## Where an anion's electron comes from

An anion carries one electron too many, and it seems natural that this electron should leave from wherever the negative charge sits. In the anion studied here, HC≡C–CH=CH–AlH₃⁻, the structural formula puts the minus sign on aluminium, and aluminium does lose the most density when an electron is taken away. At first glance the naive rule appears to be confirmed. The hydrogens bound to aluminium show that it is not.

PySCF 2.14.0, B3LYP/def2-SVPD, for the isolated singlet anion HC≡C–CH=CH–AlH₃⁻ (charge −1) at its GFN2-xTB geometry. Fukui minus is the density lost on vertical removal of one electron, divided among the atoms by the Hirshfeld scheme; rows are numbered by atom.

```
row  fukui minus (e)  computed element
  1            0.134                 C
  2            0.040                 C
  3            0.097                 C
  4            0.071                 C
  5            0.162                Al
  6            0.050                 H
  7            0.051                 H
  8            0.046                 H
  9            0.152                 H
 10            0.048                 H
 11            0.150                 H
```

The column "fukui minus", written f⁻ below, is the electron density that each atom loses when one electron is removed and the nuclei stay where they are. The values add up to one electron, apart from rounding, so each is that atom's part of the total loss. Atoms 1 to 4 are the carbon chain, counted from the free alkyne end, and C4 is bound to aluminium (atom 5). H9, H10 and H11 are the hydrogens on aluminium. The molecule is flat except for H9 and H11, which stand above and below its plane as mirror images.

### Charge as the guide

The minus sign in the formula is a device for counting bonds. Aluminium has four bonds here and no lone pair, and because it is electropositive, the bonding electrons lie mostly towards its neighbours. In the calculated density of the anion it is in fact positive, at +0.131 e. If negative charge decided the matter, aluminium should be among the last atoms to give up density.

One could repair the rule by using calculated charges in place of formal ones. The electron should then leave from the hydrogens on aluminium, which are the most negative atoms in the molecule. For H9 and H11 this works, but H10 refutes it. H10 is bound to the same atom and is even slightly more negative than the other two, yet it loses only 0.048 e, while H9 loses 0.152 e.

This comparison is nearly a controlled experiment: same element, same partner, almost the same charge, and a threefold difference in loss. What differs is the position relative to the molecular plane. A charge counts the electrons around an atom, whereas removal takes the electron that is held least tightly, and an atom may be rich in electrons without holding any part of that one.

### The highest orbital as the guide

The least tightly held electron occupies the highest occupied molecular orbital, the HOMO. In a molecule with a mirror plane, every orbital either keeps its sign on reflection or changes it. Apart from the alkyne's second π bond, which lies in the plane, the π orbitals of the carbon chain change sign, since they are built from p orbitals that stand upright on the plane. The hydrogens on aluminium can join them if H9 and H11 enter with opposite signs, because that combination changes sign in the same way.

H10 cannot join. It lies in the plane, and its 1s orbital looks the same from both sides, so any overlap with the upper half of a π-type orbital is cancelled by the lower half. The calculated HOMO has just this form: H9 holds a share of 0.235 and H10 only 0.006. Aluminium holds 0.232, as a partner in the bonds to H9 and H11. It therefore stands high in the table because it takes part in the highest orbital, and the minus sign in the formula has nothing to do with it.

H10 is thus special by position and not by nature. If the AlH₃ group turned by a third of a full turn, another hydrogen would lie in the plane and would take over the role of poor donor. The table describes one frozen shape of the isolated anion, and the contrast among the three hydrogens belongs to that shape.

### The other electrons respond

If the HOMO were the whole story, each atom's loss would equal its HOMO share. The order comes out largely right, but the contrasts are much too strong. H9 should lose 0.235 e and loses 0.152 e, while H10 should lose almost nothing and loses 0.048 e. Taken literally, the HOMO shares miss the losses by 0.051 e (root mean square), which is no better than assuming the same loss on every atom.

The reason is that the remaining electrons do not stand still. The departing electron leaves a hole, a region short of negative charge, and the other electrons are drawn towards it. They partly refill the atoms where the HOMO was large and thin out the density elsewhere. An atom can therefore lose density although the departing electron was hardly ever there.

The spin of the radical that remains makes this visible. Spin marks, to a good approximation, where an electron has lost its partner, whereas f⁻ counts every shift of density. The three hydrogens on carbon together lose 0.147 e but carry a spin of only 0.025. Their loss is almost entirely a displacement of paired electrons, and the same holds for H10.

The simplest model of this response lets a fraction *a* of the loss follow the HOMO and spreads the rest evenly over the eleven atoms. With *h* for an atom's HOMO share and 1/11 = 0.091 for the average, this gives

f⁻ = 0.091 + *a* (*h* − 0.091).

A least-squares fit to all eleven atoms gives *a* = 0.47. For H9, which was part of the fit, the estimate is

0.091 + 0.47 × (0.235 − 0.091) = 0.159 e,

against 0.152 e in the table.

The same formula gives 0.051 e for H10, so one rule covers both kinds of hydrogen on aluminium. Nine of the eleven atoms are met to within about 0.012 e, as the output printed after the text shows. The exceptions are the two alkyne carbons: C2 loses somewhat less than the model says, and C1 much more. The even spread is only a stand-in for the real response, and *a* should not be read as a property of the molecule.

### The carbon that does not fit

The model fails at C1, the free end of the alkyne. It predicts a loss of 0.082 e there, and the calculation gives 0.134 e. The HOMO does not even put the carbons in the right order: C3 has a larger share of it than C1, but C1 loses more.

Displaced paired electrons, which explain the hydrogens on carbon, are not enough here. C1 has a spin of 0.174, more than twice its HOMO share of 0.071. This points to a larger share of the hole itself at this atom, although spin polarisation along the chain may add to the figure. The group sums tell the same story: the AlH₃ group holds 0.70 of the HOMO but only 0.51 of the radical's spin, while the four carbons rise from 0.28 to 0.46.

A simple argument, which was not tested separately, suggests why the hole should shift in this direction. A hole concentrated on the AlH₃ group leaves that group less negative, and the electrons that remain there are then bound more tightly. The π electrons of the chain, farther from the hole, are stabilised less. It becomes favourable for the chain to carry more of the hole, and since both parts belong to the same symmetry, their orbitals can mix to bring this about. Why C1 gains so much more than its neighbour C2 would need a closer look at the orbitals of the radical.

The size of the shift is less certain than its direction. B3LYP tends to spread the hole of a radical too widely, which would exaggerate just this movement into the chain, and how much it does so here is untested. Nor was it checked whether the radical has another electronic solution of lower energy. The nearly even division between the AlH₃ group and the rest of the molecule should be read with that in mind. So should aluminium's first place: its lead over H9 is only 0.010 e, and in the radical's spin H9 is well ahead of it. Another way of dividing the density between bonded atoms could also reverse the order.

The three explanations thus fare differently. Charge fails at aluminium, which is positive and yet loses the most, and it fails again when H10 is compared with the other two hydrogens on aluminium. The HOMO explains that comparison by symmetry, and the response of the other electrons explains why the contrast is softer than the orbital suggests. For a similar flat molecule, the first question is therefore which atoms can take part in the highest orbital. The losses should then be expected to be more even than its shares, and where the orbital extends over two linked groups, the hole may also move from one to the other.

Numerical output:

```
fit of dev on 11 rows: coefficient of devhomo 0.4745 +/- 0.062; rms 0.018, worst 1 -0.0524, leave-one-out rms 0.0184
Atom by atom, in e:
  row   loss  HOMO share  loss less HOMO  radical spin  anion charge  model loss  model less loss
    1  0.134       0.071           0.063         0.174        -0.167     0.08155         -0.05245
    2   0.04       0.032           0.008         0.016        -0.034     0.06305          0.02305
    3  0.097       0.098          -0.001          0.16        -0.077     0.09436        -0.002635
    4  0.071       0.074          -0.003         0.113        -0.163     0.08298          0.01198
    5  0.162       0.232           -0.07         0.114         0.131      0.1579        -0.004051
    6   0.05       0.007           0.043         0.011         0.053     0.05118         0.001184
    7  0.051       0.009           0.042         0.008         0.011     0.05213         0.001133
    8  0.046       0.007           0.039         0.006         0.001     0.05118         0.005184
    9  0.152       0.235          -0.083         0.202        -0.248      0.1594         0.007373
   10  0.048       0.006           0.042        -0.002        -0.259     0.05071          0.00271
   11   0.15       0.229          -0.079         0.198        -0.248      0.1565         0.006526
Correlation of loss with negative charge: 0.2208
Correlation of loss with HOMO share: 0.9233
Rms miss if the loss were the same on all atoms (e): 0.04699
Rms miss of the frozen HOMO, no parameter (e): 0.05132
Rms miss of the fitted mixture over the atoms other than C1 (e): 0.00912
Mean loss of H9 and H11 (e): 0.151
Ratio of that mean to the loss of H10: 3.146
Charge of H10 less mean charge of H9 and H11 (e): -0.011
AlH3 group, HOMO share: 0.702
AlH3 group, loss (e): 0.512
AlH3 group, radical spin: 0.512
Four carbons, HOMO share: 0.275
Four carbons, loss (e): 0.342
Four carbons, radical spin: 0.463
Three hydrogens on carbon, HOMO share: 0.023
Three hydrogens on carbon, loss (e): 0.147
Three hydrogens on carbon, radical spin: 0.025
```
